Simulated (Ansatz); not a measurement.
# ScIn₃: energy above lowest point as volume scale varies

Free energy against uniform scaling of the volume at fixed shape and fractions; periodic cell, basis, potentials, k mesh and filling as listed. The results are calculated, by Ansatz 0.2.0.

The cell before it is scaled or strained (space group Pm-3m, No. 221):
```
CELL_PARAMETERS angstrom
4.46000 0.00000 0.00000
0.00000 4.46000 0.00000
0.00000 0.00000 4.46000
ATOMIC_POSITIONS crystal
Sc 0.00000 0.00000 0.00000
In 0.00000 0.50000 0.50000
In 0.50000 0.00000 0.50000
In 0.50000 0.50000 0.00000
```

Settings of every row: functional LDA; dispersion none; potentials PAW; wave cutoff 500 eV; density cutoff 2000 eV; k mesh 5x5x5; k shift 0x0x0; occupations cold; smearing width 0.05 eV; spin none; SCF threshold exponent -7.

Limits: coarse k mesh, up to 40 meV an atom off.

```
row  volume scale  V (Å³/atom)  energy above lowest point (meV/atom)
  1          0.88       19.518                                  34.4
  2          0.92       20.405                                   6.2
  3          0.96       21.292                                     0
  4             1       22.179                                     ?
  5          1.04       23.066                                    35
  6          1.08       23.953                                  69.6
  7          1.12       24.841                                 112.3
```

Question: what energy above lowest point should row 4 give?

Worked fit of energy above lowest point. Take u = (V_r/V)^(2/3) − 1 with V_r = 22.179 Å³ an atom, which is twice the finite (Eulerian) strain; such expansions in the strain, on which the Birch-Murnaghan equation of state is built, carry the rest volume and the bulk modulus. The shown rows have u = 0.08894, 0.05715, 0.02758, -0.0258, -0.05, -0.07278. Least squares give energy above lowest point = 10.83 − 677.9 × u + 10184 × u² + 4690 × u³ meV/atom; a parabola predicts inner rows, each left out in turn, worse (root mean square 0.84 against 0.041 meV/atom). All shown rows lie on it to the printed digit. Its lowest point lies at u = 0.0326, or V = 21.14 Å³ an atom, and the curvature there gives the bulk modulus at fixed shape and fractions, B = (4/9)(1 + u)² E″(u)/V = 76.4 GPa. The withheld row has u = 0, so the fit gives 10.83 − 677.9 × (0) + 10184 × (0)² + 4690 × (0)³ = 10.8 meV/atom.

The calculation gave 10.9 meV/atom. The fit lies 0.1 meV/atom (0.089 % of the column's range) below it, one unit of the last digit.
